**Question: Why is this silicon crystal so much harder to squeeze than to stretch?**

These are LDA results, computed with PAW datasets made for PBE, for hexagonal-diamond silicon strained along one direction in the basal plane. The widths across that direction are held fixed, and the atoms keep their fractional positions.

Si in space group P6_3/mmc, 4 atoms in the cell, a = 3.831 and c = 6.333 Å, not relaxed at this level, strained along Cartesian y with fractional coordinates fixed. Ansatz 0.2.0, plane-wave PAW, scalar-relativistic LDA, no spin polarisation, 420 eV cutoff, 12×12×6 k mesh, Gaussian smearing of 0.03 eV. Energies are free energies relative to the unstrained cell.

```
strain  energy change (meV/atom)  tensile stress along pattern (GPa)  gap on mesh (eV)
 -0.15                     382.9                              -51.16             0.000
-0.075                      68.2                              -18.20             0.000
     0                       0.0                                2.09             0.315
0.0375                      26.6                                8.89             0.123
0.1125                     155.7                               17.52             0.000
  0.15                     244.2                               19.80             0.000
```

A linear spring would give the same energy at −0.15 and +0.15, and a stress that follows a straight line. Neither happens here. The unstrained row also carries a stress, and the gap vanishes on both sides. Is the lopsidedness a fault of the starting cell, or is it real?

**Answer**

The lopsidedness is real, and the starting cell actually hides part of it. Its likely source is the way a bond's energy depends on its length. Take the starting cell first. At zero strain the crystal is under a tension of 2.09 GPa, so it would lower its energy by shrinking slightly, and the minimum lies near a strain of −0.01. This tension makes squeezing cheaper and stretching dearer. As tabulated, the energy change at −0.15 is 1.6 times that at +0.15; with the effect of the starting tension taken out, the ratio rises to 2.1.

Now look at what the strain does to the bonds. Each atom has four. One lies mostly along the strain and takes most of the length change: from 2.35 Å it goes to 2.04 Å at −0.15 and to 2.67 Å at +0.15. Two slanted bonds change much less, and the fourth, perpendicular to the strain, keeps its length.

The main bond is therefore shortened and lengthened by nearly the same amount, so geometry alone does not make squeezing costlier. Harmonic springs placed on these bonds confirm it: with the starting tension left out, they make stretching slightly the more expensive of the two. That points to the way a bond's energy depends on its length.

A diatomic molecule shows that dependence in its simplest form. Push the two atoms together and the repulsion between their overlapping electron clouds rises steeply. Pull them apart and the bond resists at first, but its stiffness fades as the overlap is lost. The Morse curve describes both sides, with the energy of one bond written as D(1 − exp(−k(r − r₀)))². Here r is the bond length, r₀ its value at zero strain, D sets the energy scale and k sets how lopsided the curve is.

To carry this over to the crystal, count bonds per atom. Every bond is shared by two atoms, so each atom owns half of the main bond and, in total, one slanted bond. The starting tension adds a term equal to stress times volume times strain. Fitting D and k to the energies of all six rows gives 2.845 eV and 1.365 per Å.

The row at −0.15, which was part of that fit, works out as follows:

- The main bond is 0.309 Å shorter, which gives ½(1 − exp(0.422))² ≈ 0.138.
- The slanted bond is 0.073 Å shorter, which gives about 0.011.
- The sum, 0.149, times 2.845 eV is about 0.42 eV.
- The starting tension takes off 0.04 eV, leaving 0.38 eV per atom, as in the table.

The same steps at +0.15 give 0.20 + 0.04 = 0.24 eV, again in agreement.

The stress follows from the same curve, because it is the slope of the energy with strain divided by the starting volume. The fitted energy curve reproduces the stresses to within 0.5 GPa. Between the two most compressed rows the stress changes by about 440 GPa per unit strain; between the two most stretched rows, by only about 61. Bonds whose stiffness fades as they lengthen would give just such a fall. The stress is still rising at +0.15, so its peak along this path, with the atoms and widths held, lies further out.

The molecule picture breaks down when you ask how the atoms would move if released. The bond-only model overestimates the force on an atom along the strain direction by half at −0.15, and about fivefold at +0.15. A molecule of two atoms has no bond angles, whereas silicon's tetrahedral bonds resist bending, which is the likely reason for the failure. D and k have therefore probably absorbed some bending energy, and they should not be read as properties of a single Si–Si bond.

Those forces also limit how the numbers can be used. Atoms free to move would lower the energy of the strained rows, and a real bar would also change its width. The stress slopes are therefore not Young's moduli, and the row at −0.15 describes a crystal held in place rather than one that has settled.

The gap follows a different rule: it shrinks for either sign of strain. The probable cause is that strain along one in-plane direction separates electron levels that the hexagonal symmetry had kept equal, moving some up and others down whichever way you strain. LDA makes silicon's gap too small, and the k mesh can miss the band edges, so the strain at which the gap closes is not reliable. One smooth energy curve fits the rows with and without a gap, so the closing of the gap is not needed to explain the lopsidedness.

The printed output below gives both bond models row by row, with the starting tension included in their energies.

Output of the analysis:

```
fit of Enl on 6 rows: coefficient of 0.5*(rA-r0)**2 + (rB-r0)**2 5467 +/- 919; rms 71, worst -0.15 -132, leave-one-out rms 118
fit of Enl on 6 rows: coefficient of 0.5*(1-exp(-s*(rA-r0)))**2 + (1-exp(-s*(rB-r0)))**2 2845 +/- 3.1, s 1.365; rms 0.438, worst -0.075 -0.675, leave-one-out rms 2.16
Bonds and stiffness:
     row  bond mostly along strain (A)  slanted bond (A)  stress slope from previous row (GPa)
   -0.15                         2.043             2.279                                   n/a
  -0.075                         2.197             2.314                                 439.5
     0.0                         2.352             2.352                                 270.5
  0.0375                          2.43             2.372                                 181.3
  0.1125                         2.587             2.413                                 115.1
    0.15                         2.666             2.434                                  60.8
Models:
     row  harmonic energy (meV/atom)  Morse energy (meV/atom)  Morse stress (GPa)  Morse y force (eV/A)  computed y force (eV/A)
   -0.15                       250.8                      383              -51.44                -4.964                    -3.23
  -0.075                       54.04                    67.52              -18.16                -1.726                   -1.006
     0.0                           0                        0                2.09                     0                        0
  0.0375                       28.69                    26.42               8.815                0.4719                      0.2
  0.1125                       201.3                      155                17.6                0.8894                    0.255
    0.15                       346.7                    244.7               20.29                0.9114                   0.1714
energy at -0.15 over energy at +0.15: 1.568
same ratio without the linear term of the starting tension: 2.062
same ratio for harmonic springs, no linear term: 0.9442
linear term at +0.15 (meV/atom): 39.39
stress size at -0.15 over that at +0.15: 2.584
strain of zero stress, straight line between rows: -0.007725
largest miss of the Morse stress (GPa): 0.4922
```
